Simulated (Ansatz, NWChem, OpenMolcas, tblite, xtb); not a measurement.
**How methods differ on SnNH4Cl (SMILES [NH2][SnH2][Cl])**

SnNH4Cl has 7 atoms, charge 0, and is taken as a singlet. SMILES: `[NH2][SnH2][Cl]`. The coordinates come from a PBE0-D4/def2-TZVP relaxation. This is one conformer, not always the lowest.

```xyz
7

N    -0.9728   -0.0201   -0.8352
Sn    0.5623    0.0414    0.4491
Cl    0.8464   -2.1335    1.2510
H    -1.8035    0.4855   -0.5665
H    -0.7564    0.1652   -1.8030
H     0.1728    0.9768    1.8146
H     2.0124    0.4168   -0.3557
```

Each level gives the HOMO–LUMO gap (eV). The values are calculated.

```json
{"level": "IPEA1-xTB", "kind": "semi-empirical", "program": "tblite", "value (eV)": "5.55", "CPU time": "under 2 s"}
{"level": "GFN0-xTB", "kind": "semi-empirical", "program": "xtb", "value (eV)": "5.90", "CPU time": "under 2 s"}
{"level": "HF/def2-SVP (core potential)", "kind": "Hartree–Fock", "program": "NWChem", "value (eV)": "14.08", "CPU time": "20 s"}
{"level": "SVWN5/def2-SVP (core potential)", "kind": "LDA", "program": "NWChem", "value (eV)": "4.79", "CPU time": "23 s"}
{"level": "revPBE/def2-SVP (core potential)", "kind": "GGA", "program": "Ansatz", "value (eV)": "4.89", "CPU time": "2.6 s"}
{"level": "TPSS/def2-SVP (core potential)", "kind": "meta-GGA", "program": "OpenMolcas", "value (eV)": "5.11", "CPU time": "30 s"}
{"level": "r2SCAN0/def2-SVP (core potential)", "kind": "hybrid meta-GGA", "program": "Ansatz", "value (eV)": "7.71", "CPU time": "6.1 s"}
{"level": "HSE06/def2-SVP (core potential)", "kind": "range-separated hybrid", "program": "Ansatz", "value (eV)": "6.52", "CPU time": "3.9 s"}
{"level": "B2PLYP/def2-SVP (core potential)", "kind": "double hybrid", "program": "OpenMolcas", "value (eV)": "9.90", "CPU time": "15 s"}
```

The values span 4.79 to 14.08 eV. Orbital gaps aren't excitation energies, and those of double hybrids come from the SCF part alone; they tend to grow with the share of exact exchange. CPU times are rough (shared hosts, several kinds of processor and program).

The spread is largely a matter of how much exact exchange each method includes, which lowers the occupied levels as well as raising the empty ones. The three semilocal functionals lie close together, from 4.79 to 5.11 eV, so adding density gradients or the kinetic-energy density changes little. In Hartree–Fock, an occupied orbital feels the other electrons but not itself, whereas an empty one feels them all, as if it held an added electron. Compared with the semilocal functionals, this puts the HOMO lower and the LUMO higher, and opens the gap to 14.08 eV. HSE06 lies below r2SCAN0, probably in part because it screens exchange at long range.

Chemically, the HOMO is probably the nitrogen lone pair with some chlorine 3p character, and the LUMO a σ* orbital on the polar Sn–Cl and Sn–N bonds with a large tin contribution. In a small saturated molecule like this, the Hartree–Fock LUMO is usually unbound, so its energy depends on how far the basis reaches. The largest gap therefore can't be read as a converged property of the molecule without a test with diffuse functions.
